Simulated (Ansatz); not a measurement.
# A series in volume scale on MgB2

Periodic Kohn-Sham DFT of a crystal at fixed atoms, scaled to volume_scale times the given cell; pressure positive in compression, energy less spherical unpolarised free atoms, largest_vzz the field gradient of largest size among the nuclei. The results are calculated, by Ansatz 0.2.0.

The cell before it is scaled or strained (space group P6/mmm, No. 191):
```
CELL_PARAMETERS angstrom
3.08500 0.00000 0.00000
-1.54250 2.67170 0.00000
0.00000 0.00000 3.52300
ATOMIC_POSITIONS crystal
Mg 0.00000 0.00000 0.00000
B 0.33333 0.66667 0.50000
B 0.66667 0.33333 0.50000
```

Settings of every row: method all-electron PAW; functional LDA; relativity scalar; k mesh 12x12x9; filling fermi-dirac; smearing width 0.05 eV; nucleus gaussian.

Atom start moment: 0 on all atoms.

Limits: no gap: field gradients move with the k mesh.

| row | volume scale | V (Å³/atom) | pressure (GPa) | largest V_zz (1e21 V/m^2) |
| --- | --- | --- | --- | --- |
| 1 | 0.94 | 9.098 | 1.871 | 1.819 |
| 2 | 0.96 | 9.292 | ? | ? |
| 3 | 0.98 | 9.486 | -4.746 | 1.799 |
| 4 | 0.99 | 9.582 | -6.21 | 1.793 |
| 5 | 1 | 9.679 | -7.605 | 1.788 |
| 6 | 1.01 | 9.776 | -8.934 | 1.783 |
| 7 | 1.02 | 9.873 | -10.2 | 1.777 |
| 8 | 1.04 | 10.066 | -12.557 | 1.767 |
| 9 | 1.06 | 10.26 | -14.697 | 1.756 |

Question: what pressure and largest V_zz should row 2 give?

Worked fit of pressure. Take u = (V_r/V)^(2/3) − 1 with V_r = 9.7275 Å³ an atom, which is twice the finite (Eulerian) strain; such expansions in the strain, on which the Birch-Murnaghan equation of state is built, carry the rest volume and the bulk modulus. The shown rows have u = 0.04561, 0.0169, 0.0101, 0.00334, -0.00331, -0.00985, -0.02255, -0.03491. Least squares give pressure = −8.2772 + 200.6 × u + 479.85 × u² GPa; a straight line predicts inner rows, each left out in turn, worse (root mean square 0.25 against 0.006 GPa). The rows lie off it by 0.001, 0.004, -0.008, -0.003, 0.002, 0.007, 0.000, -0.002 (root mean square 0.0043 GPa). The pressure vanishes at u = 0.0378, or V = 9.2 Å³ an atom, and there the bulk modulus at fixed shape and fractions is B = −V dP/dV = (2/3)(1 + u) dP/du = 164 GPa. Letting shape and atoms relax would as a rule lower it, by much in layered, chain or molecular crystals. The withheld row has u = 0.03101, so the fit gives −8.2772 + 200.6 × (0.03101) + 479.85 × (0.03101)² = -1.595 GPa.

The calculation gave -1.598 GPa. The fit lies 0.003 GPa (0.018 % of the column's range) above it; its largest miss of a shown row is 0.008 GPa.

Worked fit of largest V_zz. Take t = volume scale − 1. The shown rows have t = -0.06, -0.02, -0.01, 0, 0.01, 0.02, 0.04, 0.06. Their means are 0.005 and 1.7852 1e21 V/m^2; the sums about the means are S_tt = 0.0096 and S_ty = -0.00505, whose ratio is the slope. Least squares give largest V_zz = 1.7879 − 0.526 × t 1e21 V/m^2. The rows lie off it by 0.000, 0.001, 0.000, 0.000, 0.000, 0.000, 0.000, 0.000. The withheld row has t = -0.04, so the fit gives 1.7879 − 0.526 × (-0.04) = 1.809 1e21 V/m^2.

The calculation gave 1.809 1e21 V/m^2. The fit meets it to the printed digit.
